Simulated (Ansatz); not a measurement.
Al: RPA energy and total energy with exact exchange against volume scale

RPA total energy (exact exchange plus RPA correlation) on Kohn-Sham orbitals over scaled volumes of the cell given; energies count from the value at scale 1 or the largest scale. The results are calculated, by Ansatz 0.2.0-dev trial.

The cell before it is scaled or strained (space group Fm-3m, No. 225):
```
Al
1.0
      0.0000     2.0250     2.0250
      2.0250     0.0000     2.0250
      2.0250     2.0250     0.0000
Al
1
Direct
  0.00000 0.00000 0.00000
```

Settings of every row: orbitals functional PBE; datasets soft_paw first; wave cutoff 420 eV; k mesh 8x8x8; smearing width 0.1 eV; correlated electrons 3; response cutoff 280 eV; long wavelength term mesh.

Limits: soft datasets can hold too little correlation; the count of empty bands follows the volume.

| row | volume scale | V (Å³/atom) | RPA energy (eV, a cell) | total energy with exact exchange (eV, a cell) | energy of the functional (eV, a cell) |
| --- | --- | --- | --- | --- | --- |
| 1 | 0.92 | 15.279 | 0.0211 | 0.0576 | 0.0264 |
| 2 | 0.96 | 15.943 | 0.0025 | 0.0189 | 0.0051 |
| 3 | 1 | 16.608 | 0 | 0 | 0 |
| 4 | 1.04 | 17.272 | ? | ? | ? |
| 5 | 1.08 | 17.936 | 0.0322 | 0.008 | 0.0266 |

Question: what RPA energy and total energy with exact exchange should row 4 give?

Worked fit of RPA energy. Take u = (V_r/V)^(2/3) − 1 with V_r = 16.276 Å³ an atom, which is twice the finite (Eulerian) strain; such expansions in the strain, on which the Birch-Murnaghan equation of state is built, carry the rest volume and the bulk modulus. The shown rows have u = 0.04304, 0.01388, -0.01337, -0.06269. Least squares give RPA energy = −0.00058 + 0.0859 × u + 9.709 × u² eV; a straight line predicts inner rows, each left out in turn, worse (root mean square 0.017 against 2.8e-05 eV). All shown rows lie on it to the printed digit. The withheld row has u = -0.03882, so the fit gives −0.00058 + 0.0859 × (-0.03882) + 9.709 × (-0.03882)² = 0.0107 eV.

The calculation gave 0.0108 eV. The fit lies 0.0001 eV (0.31 % of the column's range) below it, one unit of the last digit.

Worked fit of total energy with exact exchange. Take u = (V_r/V)^(2/3) − 1 with V_r = 16.276 Å³ an atom, which is twice the finite (Eulerian) strain; such expansions in the strain, on which the Birch-Murnaghan equation of state is built, carry the rest volume and the bulk modulus. The shown rows have u = 0.04304, 0.01388, -0.01337, -0.06269. Least squares give total energy with exact exchange = 0.0072 + 0.689 × u + 11.196 × u² eV; a straight line predicts inner rows, each left out in turn, worse (root mean square 0.02 against 3.6e-05 eV). All shown rows lie on it to the printed digit. The withheld row has u = -0.03882, so the fit gives 0.0072 + 0.689 × (-0.03882) + 11.196 × (-0.03882)² = -0.0027 eV.

The calculation gave -0.0026 eV. The fit lies 0.0001 eV (3.8 % of the value, 0.17 % of the column's range) below it, one unit of the last digit.

The other values of row 4: energy of the functional 0.008 eV.
